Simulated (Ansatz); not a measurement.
**A small benchmark: dipole moment**

8 molecules; the dipole moment in D, computed less measured. Shapes, held fixed at every level: PBE0-D4/def2-TZVP. No vibrational averaging. Dipoles are compared by magnitude; molecules under 1 D, whose direction can flip, are left out. Programs: Ansatz 0.2.0. Measured values: NIST CCCBDB.

Levels: A = r2SCAN-D4/def2-TZVPP; B = B3LYP-D4/def2-TZVPP; C = wB97M-V/def2-TZVPP.

```
                   molecule  measured      A      B      C
           C2H2O (ethenone)      1.42  -0.01  +0.03  -0.02
      CH3Cl (chloromethane)      1.87  +0.05  +0.01  +0.01
 SCl2O2 (sulfuryl chloride)      1.81  -0.13  +0.05  +0.14
    C2H2F2 (SMILES C=C(F)F)      1.38  -0.34  -0.21  -0.24
      C2H5Cl (chloroethane)      2.05  +0.05  -0.01  -0.01
C2H5N (N-methylmethanimine)      1.53  -0.10  -0.06  -0.02
       C3H5N (SMILES CCC#N)      4.02  +0.13  +0.08  +0.08
C2H6OS (dimethyl sulfoxide)      3.96  -0.12  -0.03  +0.03
```

(1) Which level does best on this set, which worst, and which err to one side?

Results:

(1) 
```csv
level,kind,mean error,mean absolute error,worst case
r2SCAN-D4/def2-TZVPP,meta-GGA,-0.059,0.116,C2H2F2
B3LYP-D4/def2-TZVPP,global hybrid,-0.017,0.060,C2H2F2
wB97M-V/def2-TZVPP,range-separated hybrid,-0.004,0.069,C2H2F2
```

On this set B3LYP-D4/def2-TZVPP has the smallest mean absolute error and r2SCAN-D4/def2-TZVPP the largest. No level errs clearly to one side. All levels miss C2H2F2 on one side, which points to its shape or to the tabulated value. The smallest two are near a tie. The set is small.

The two hybrids improve on r2SCAN for most molecules, and that ordering survives the removal of C2H2F2. Ethenone breaks the pattern, since r2SCAN is closest there, as does sulfuryl chloride, where wB97M-V is no better than r2SCAN but errs in the opposite direction.

The clearest chemical signal is in the two sulfur-oxygen compounds. Their computed dipoles rise from r2SCAN through B3LYP to wB97M-V, passing from too small to slightly too large for dimethyl sulfoxide (-0.12, -0.03, +0.03). The S–O bond is strongly polar, with much of its charge on oxygen, so a modest shift of density along it changes the moment visibly; exact exchange probably favours that charge separation. The chloroalkanes, with less polar bonds, respond only weakly and in the opposite sense. The near-zero mean error of wB97M-V reflects cancellation between molecules, not uniformly small errors. Likewise, a good total dipole can hide compensating errors in individual bond and lone-pair contributions, so these results don't establish which functional gives the best density overall.
